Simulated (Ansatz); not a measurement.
# Work function of unrelaxed Ca(100) films from 1 to 13 layers in PBE

A common rule of thumb says that the work function belongs to the surface, so that a metal slab of a handful of layers already gives the value of a thick crystal. The Ca(100) series tests how few layers are enough. The question matters wherever a thin layer of a low-work-function metal serves as an electron-injecting contact, since the work function enters the barrier that electrons meet there. It also sets the cost of a slab calculation. The quantity calculated is Φ, the vacuum level outside the slab less the Fermi level, in PBE. Each film is compared with the 13-layer slab, which stands for the thick film; a negative ΔΦ means that electrons leave the thinner film more easily.

## Set-up

Ansatz 0.2.0, plane-wave Kohn-Sham DFT with its default PAW datasets at a cutoff of 420 eV. Symmetric 1×1 slabs of 1 to 13 layers are cut at the tabulated measured lattice constant with atoms at bulk places and 18 Å of vacuum. In-plane k-spacing 0.16 Å⁻¹ (2π included), Fermi-Dirac smearing of 0.1 eV, dipole correction on. Spin-paired. Scalar-relativistic, no spin-orbit coupling. PBE. The crystal is fcc; the mesh is the same for all thicknesses of a face.

Notes on method and selection:

- Confinement between the two faces quantises the states along the normal, so values can oscillate with thickness.
- The atoms are not relaxed; free films of one to three layers would take another lattice constant.
- Runs in which the search for lower states was switched off are not listed.
- Work functions and vacuum levels are read from the electrostatic potential (Hartree and local ionic parts), which a warning of a rough exchange-correlation potential in thin density does not concern.
- Error sizes named in these notes are rules of thumb and were not measured on these runs.
- The default PAW datasets of this version of Ansatz are the set soft_2.
- Runs that did not converge, have known faults or may not be shown are not listed, and runs on Ansatz's PAW sets soft_1 and soft_2 are kept to separate tables.

Columns:

- layers: number of atomic layers.
- thickness (Å): distance between the outermost atomic planes.
- Φ (eV): work function: vacuum level outside the slab less the Fermi level.
- ΔΦ to thickest (eV): work function less that of the thickest slab of the same face.

## Computed values

| member | layers | thickness (Å) | Φ (eV) | ΔΦ to thickest (eV) |
| --- | --- | --- | --- | --- |
| 1 layer | 1 | 0.00 | 2.716 | −0.06622 |
| 2 layers | 2 | 2.79 | 2.721 | −0.06181 |
| 3 layers | 3 | 5.58 | ? | ? |
| 4 layers | 4 | 8.37 | 2.777 | −0.00522 |
| 5 layers | 5 | 11.16 | 2.785 | 0.00290 |
| 6 layers | 6 | 13.95 | 2.785 | 0.00240 |
| 7 layers | 7 | 16.74 | 2.779 | −0.00294 |
| 8 layers | 8 | 19.53 | 2.779 | −0.00353 |
| 10 layers | 10 | 25.11 | 2.783 | 0.00035 |
| 13 layers | 13 | 33.48 | 2.782 | 0.00000 |

Cells marked ? are withheld until the estimate has been made.

## The trend and its physics

The approach is from below and is nearly complete at four layers. One layer lies 0.066 eV under the 13-layer slab and two layers lie 0.062 eV under it, so the second layer changes very little. Between two and four layers Φ rises by (2.777 − 2.721) / 2 = 0.028 eV per layer on average. From four layers onward every film shown is within about 0.005 eV of the thickest one. The small ups and downs that remain there may come from level quantisation or from numerical error. The table does not separate the two, so they are given no physical reading.

The work function can be written as $\Phi = D - \mu$, where $D$ is the rise in electrostatic potential from the inside of the film to the vacuum and $\mu$ is the Fermi level measured from the mean potential inside. In a thick metal both terms are settled: screening confines the surface dipole to the outermost layers, and $\mu$ is a bulk property. In a film of one or two layers there is no bulk-like interior. The electron tails of the two faces overlap, which alters $D$, and motion along the normal is restricted to a few discrete levels, which alters $\mu$. Confinement that raises $\mu$ would lower Φ, the sign seen for the thinnest films, but a change in $D$ may add to this or oppose it, and only the sum is tabulated.

The rule of thumb therefore holds for this face from four layers on, if 0.01 eV is close enough, and fails by about 0.06 eV for one and two layers. This is convergence with thickness at fixed bulk positions. Relaxing one film of intermediate thickness lowered its Φ by more than the scatter among the thicker films, so the plateau is better converged in layer number than it is settled in geometry. The thinnest free films would also adopt another lattice constant, and their values describe films held at the bulk spacing.

## An estimate before looking

Plain estimates from the members shown:

- 3 layers, straight-line interpolation between 2 layers and 4 layers: w = (3 − 2) / (4 − 2) = 0.500, so 2.721 + 0.500 × (2.777 − 2.721) = 2.749 eV

The three-layer film falls on the steep part of the series, between a two-layer film still far below the plateau and a four-layer film almost on it. The straight line between these neighbours gives 2.749 eV.

A simple saturating curve would put the film above that line, because most of the remaining rise would come with the first added layer. The nearly equal values for one and two layers speak against such a curve, since they show that the rise starts late. A cubic through the films of 1, 2, 4 and 5 layers takes both flat ends into account and gives (2/3) × (2.721 + 2.777) − (1/6) × (2.716 + 2.785) = 2.748 eV. The curvature on the two sides nearly cancels, and no shift from the straight line is made.

The same straight-line route can be tried on the two neighbours. Two layers, from one and four, come out at 2.716 + (2.777 − 2.716) / 3 = 2.736 eV, which is 0.015 eV too high. Four layers, from two and five, come out at 2.721 + (2/3) × (2.785 − 2.721) = 2.764 eV, which is 0.013 eV too low. These misses set the error at 0.015 eV. Their gaps are wider than the one bridged here, but level quantisation can displace a single thin film from any smooth curve, so the error is not reduced.

**Committed estimate, 3 layers: Φ = 2.749 ± 0.015 eV.**

## How the estimate fared

| member | layers | thickness (Å) | Φ (eV) | ΔΦ to thickest (eV) |
| --- | --- | --- | --- | --- |
| 3 layers | 3 | 5.58 | 2.762 | −0.02025 |

| member | estimate | Φ (eV) | computed | estimate − computed | miss in error bars |
| --- | --- | --- | --- | --- | --- |
| 3 layers | committed | 2.749 | 2.762 | −0.013 | 0.9 |
| 3 layers | interpolation | 2.749 | 2.762 | −0.013 |  |

The estimate of 2.749 eV is 0.013 eV below the computed 2.762 eV, a miss of 0.9 error bars and so just inside. It did no better than the straight-line interpolation, because it was that interpolation.

The error bar, taken from trials on the neighbouring films, was of the right size. The argument that the curvature on the two sides nearly cancels failed. The third layer raises Φ by 2.762 − 2.721 = 0.041 eV and the fourth by only 2.777 − 2.762 = 0.015 eV, so most of the remaining rise did come with the first added layer. The saturating curve, set aside because one and two layers give nearly the same value, had the right shape from two layers on.

The shortfall against the 13-layer slab runs 0.062, 0.020 and 0.005 eV for two, three and four layers. So quick a decay fits two faces that disturb each other only over the short range of metallic screening.

## Where the trend breaks

The one- and two-layer films stand farthest from the rest, 0.066 and 0.062 eV below the 13-layer slab. The likeliest reason is that neither has an interior layer to keep its two faces apart. All the films share the bulk spacing, so the gap is an effect of thickness at fixed geometry; the table does not say how it would change if the thin films took their own spacing.

A count of nearest neighbours does not explain the shortfall either. In an fcc (100) film each atom has four neighbours in its own layer and four in each adjacent layer. From one layer to two the count doubles from four to eight, yet Φ rises by only 2.721 − 2.716 = 0.005 eV. From two layers to three the outer atoms keep their eight neighbours, and Φ rises by 0.041 eV.

The single layer is also out of step with the decay seen from two layers on. The shortfall falls by a factor of 0.062 / 0.020 = 3.1 from two layers to three, but hardly at all from one to two. A single layer is both faces at once, and there is no reason for it to follow a law for two separate faces.

## Conclusions

At fixed bulk positions, three layers give the thick-film work function of this face to about 0.02 eV, and four or more give it to about 0.005 eV. For a tolerance of 0.01 eV a slab of four layers is enough, which is 8.37 Å or about 0.8 nm between the outer planes.

The six films listed from five to 13 layers have a mean of 2.782 eV and lie within about 0.003 eV of it, so in that range the mean serves as well as any curve. Among the thinnest films, interpolation misses by 0.01 to 0.02 eV.

Two effects outside the series limit what these values say about a real contact. PBE tends to give metal work functions somewhat too low, an error that should largely cancel between thicknesses. Oxygen on a real Ca surface can shift Φ up or down, depending on whether it sits above or below the outer metal layer.
